AlN has two nitrogen atoms in its cell and eight filled bands, so four localised functions fall to each nitrogen. One s and three p orbitals on an atom also make four functions, and in a perfect tetrahedron they can combine into four equal hybrids, one for each bond. The simple pattern is therefore eight functions of equal width and equal energy.

Maximally localised Wannier functions for the eight filled bands of wurtzite AlN, calculated with Ansatz 0.2.0 using r2SCAN, PAW and a 500 eV plane-wave cutoff, with a 9×9×4 k mesh and a 6×6×4 Wannier mesh. The trial orbitals are N s and p. On-site energies are counted from the valence top, and centres are Cartesian.

| row | function spread (angstrom^2) | function on site (eV) | function x (Å) | function y (Å) | function z (Å) |
| --- | --- | --- | --- | --- | --- |
| 1 | 0.89500 | -5.475 | 0.364 | 1.583 | 2.047 |
| 2 | 0.89500 | -5.475 | 1.918 | 1.107 | 4.536 |
| 3 | 0.91300 | -5.501 | 0.000 | 1.794 | 1.449 |
| 4 | 0.89500 | -5.475 | -0.364 | 1.583 | 2.047 |
| 5 | 0.89500 | -5.475 | 0.000 | 2.214 | 2.047 |
| 6 | 0.91300 | -5.501 | 1.553 | 0.897 | 3.938 |
| 7 | 0.89500 | -5.475 | 1.189 | 1.107 | 4.536 |
| 8 | 0.89500 | -5.475 | 1.553 | 0.476 | 4.536 |

The function spread is the mean square width of a function, and the function on site is its average energy, counted from the top of the filled bands. The three coordinates give its centre. Each centre lies about 0.45 Å from a nitrogen, roughly a quarter of the way to an aluminium. These are bond hybrids that lean on the nitrogen, as suits a polar bond; the separate s and p orbitals were only the starting guess.

**Which rows break the pattern**

Rows 3 and 6 do, one on each nitrogen. Both point along the c axis, and both are broader than the other six, by 0.018 Å² or 2%. They also lie 0.026 eV lower. The other six rows agree with each other in every printed digit of spread and energy, so even these small breaks are well above the numerical noise. The six are copies of one another by symmetry, so their agreement says nothing about errors that all the functions share.

The smooth model gives all eight functions the mean energy, −5.48 eV. This is also the mean energy of the filled bands, as it must be: mixing filled states among themselves leaves the sum of their energies unchanged. The two axial functions miss the mean by 0.02 eV and the six others by less than 0.01 eV, on the opposite side.

**Why these two**

Methane stretched along one C–H bond is a simpler case of the same kind. Its threefold axis still turns the other three bonds into one another, but nothing turns them into the stretched one. Wurtzite does this to every nitrogen: three bonds are equal by symmetry, and the bond along c is free to differ. The comparison covers this grouping only, since a hydrogen in methane ends one bond while each aluminium here is shared by four nitrogens.

Symmetry permits a difference but does not fix its sign or size. The cell dimensions make the axial bond 1.901 Å long, against 1.888 Å for the others, a stretch of 0.7%. A spread larger by 2% means a width larger by about 1%, so the longer bond does carry the wider function by a similar proportion. One crystal cannot prove that the bond length is the cause, and the flattened angles described below are expected to change the width as well. The Wannier mesh, on which the spreads are computed, is also spaced differently along c and in the plane, and no finer mesh was tried, so part of the difference in spread may come from the mesh. The same holds for the difference in energy, because the functions are chosen by making these spreads as small as possible.

**Why the break is so small**

The cage of four aluminium atoms around a nitrogen is slightly flattened. Its ratio of height to edge is 0.801, where a regular tetrahedron has 0.816. The four function centres largely do not follow: their ratio is 0.821, slightly on the tall side. The axial centres sit a little farther from their nitrogen, 0.451 and 0.452 Å against 0.4451 to 0.4456 Å, and this raises the ratio by itself, so the ratio does not show that the angles are exactly regular. A simple model offers a likely reason. Hybrids made only of one atom's s and p orbitals must stay orthogonal, and if they share the s orbital equally, this holds them at the regular tetrahedral angle even when the neighbours have moved a little. The calculated functions may also reach onto the aluminium atoms, which this model leaves out. In a less polar bond, where that part is larger, the centres are expected to follow the neighbours more closely.

The energies depend on that sharing too, and an estimate shows how finely. Let the axial hybrid hold an s share of ¼ + δ. The four shares add up to one, so each of the other three holds ¼ − δ/3, and the shares differ by 4δ/3. The s-like filled bands lie roughly 12 eV below the p-like ones. If the s share alone set the energies, 4δ/3 × 12 eV = 0.026 eV, which gives δ ≈ 0.002.

A shift of s character of the order of a thousandth would thus be enough. This is a measure of sensitivity, not a composition found by the calculation, because the estimate leaves out the splitting among the p orbitals and their coupling to s on the same atom. Either could contribute to the 0.026 eV, so the reason why the axial function is the lower one stays open. The longer bond does not supply it: a stretched bond is expected to lose s share and to rise in energy, the opposite of what is found here. The widths do not settle it either: a broader function can have less kinetic energy but also feel less attraction to the nuclei, so its width alone does not tell whether it lies higher or lower.

**What the small difference does not mean**

The 0.026 eV is neither a difference in bond strength nor the splitting at the top of the filled bands. That splitting is 0.22 eV at the zone centre, and it belongs to individual states of the crystal, in which hopping between hybrids counts as well. An on-site energy averages over the whole zone and over s and p character.

For a related crystal, the first thing to look at is the symmetry at the anion. In the cubic zinc-blende form all four bonds are equivalent, so the four hybrids are expected to come out equal, provided the mesh and the localisation keep the cubic symmetry. In wurtzite the grouping is three plus one, and its size has to be calculated. The printed analysis below lists the position of each function and the differences used here.

Output of the analysis:

```
Position of each function:
  row  distance from its N (angstrom)  height above its N (angstrom)
    1                          0.4456                          0.147
    2                          0.4453                          0.146
    3                           0.451                         -0.451
    4                          0.4456                          0.147
    5                          0.4451                          0.147
    6                           0.452                         -0.452
    7                          0.4453                          0.146
    8                          0.4455                          0.146
Number of functions along c: 2
Number of other functions: 6
Mean spread, the equal-hybrid value (angstrom^2): 0.8995
Spread, axial less basal (angstrom^2): 0.018
Spread, axial above basal (percent): 2.011
Mean on-site energy, the equal-hybrid value (eV): -5.481
Mean energy of the filled bands from the valence top (eV): -5.482
On-site energy, axial less basal (eV): -0.026
Axial level less the mean (eV): -0.0195
Basal level less the mean (eV): 0.0065
Axial bond from cell and short bond (angstrom): 1.901
Axial less basal bond (angstrom): 0.01266
Mean distance from N as share of the short bond (percent): 23.67
Height over edge, tetrahedron of function centres: 0.8214
Height over edge, tetrahedron of Al atoms: 0.8013
Height over edge, ideal tetrahedron: 0.8165
Singlet above doublet at the valence top at Gamma (eV): 0.2227
Rough distance between s-like and p-like filled bands (eV): 11.66
Change of s share that would suffice, order of magnitude only: 0.001672
```
